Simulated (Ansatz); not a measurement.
## InF (SMILES [F][In]): methods side by side

InF: 2 atoms, total charge 0, spin state singlet. SMILES: `[F][In]`. Geometry: relaxed at PBE0-D4/def2-TZVP.

```jsonl
{"atom": "F", "x (Å)": "0.0000", "y (Å)": "0.0000", "z (Å)": "0.0159"}
{"atom": "In", "x (Å)": "0.0000", "y (Å)": "0.0000", "z (Å)": "2.0096"}
```

Quantity: the energy change with the F1–In2 bond stretched from 1.994 to 3.038 Å, in eV. The values are calculated.

| level | kind | program | value (eV) | less FCI/STO-3G |
| --- | --- | --- | --- | --- |
| HF/STO-3G (restricted) | Hartree–Fock | Ansatz | 5.60 | +1.89 |
| revPBE/STO-3G (restricted) | GGA | Ansatz | 4.43 | +0.72 |
| PBE0/STO-3G (restricted) | global hybrid | Ansatz | 4.96 | +1.25 |
| r2SCAN0/STO-3G (restricted) | hybrid meta-GGA | Ansatz | 5.06 | +1.35 |
| HSE06/STO-3G (restricted) | range-separated hybrid | Ansatz | 4.93 | +1.22 |
| RPA@PBE/STO-3G (restricted) | RPA | Ansatz | 3.65 | -0.06 |
| CCSD/STO-3G (restricted) | coupled cluster or CI | Ansatz | 3.52 | -0.19 |
| CCSDT/STO-3G (restricted) | coupled cluster or CI | Ansatz | 3.71 | 0.00 |
| FCI/STO-3G | exact in the basis | Ansatz | 3.71 | 0.00 |

FCI/STO-3G is exact within its basis and frozen core, so for wave-function methods in that basis the difference is their error; functionals converge differently with the basis, so for them it is only a difference. Spin-restricted single references rise too steeply as a bond breaks, Hartree–Fock most of all. Perturbation and coupled-cluster corrections on them can overshoot downwards. All-electron rows without a relativistic Hamiltonian named are non-relativistic. The first shape isn't each level's own minimum. The values span 3.52 to 5.60 eV. All rows use very small basis sets, so even the best lies far from the true value. In the correlated wave-function rows the outer d shell of In is correlated, in sets not made for it.

Correlation lowers the cost of stretching In–F substantially, from 5.60 eV in Hartree–Fock to 3.71 eV in FCI. A restricted determinant keeps the σ pair in one orbital and fixes the balance between ionic and neutral configurations, whereas FCI can readjust it by mixing in σ* as the overlap weakens. The three hybrids lie between revPBE and Hartree–Fock, as expected when exact exchange brings back part of this rigidity. PBE0 and HSE06 nearly coincide, so long-range exchange matters little here.

CCSD falls below FCI and CCSDT removes the discrepancy, which points to connected triples; excitations beyond them have no visible effect on this energy difference. RPA comes closer than CCSD, but probably through partial cancellation of errors.

InF is strongly polar, and at this stretch the real molecule should still have much In⁺F⁻ character. A minimal basis describes compact, electron-rich fluoride poorly, which probably distorts the ionic–neutral balance even in FCI. The agreement between CCSDT and FCI does not establish that triples suffice nearer dissociation.
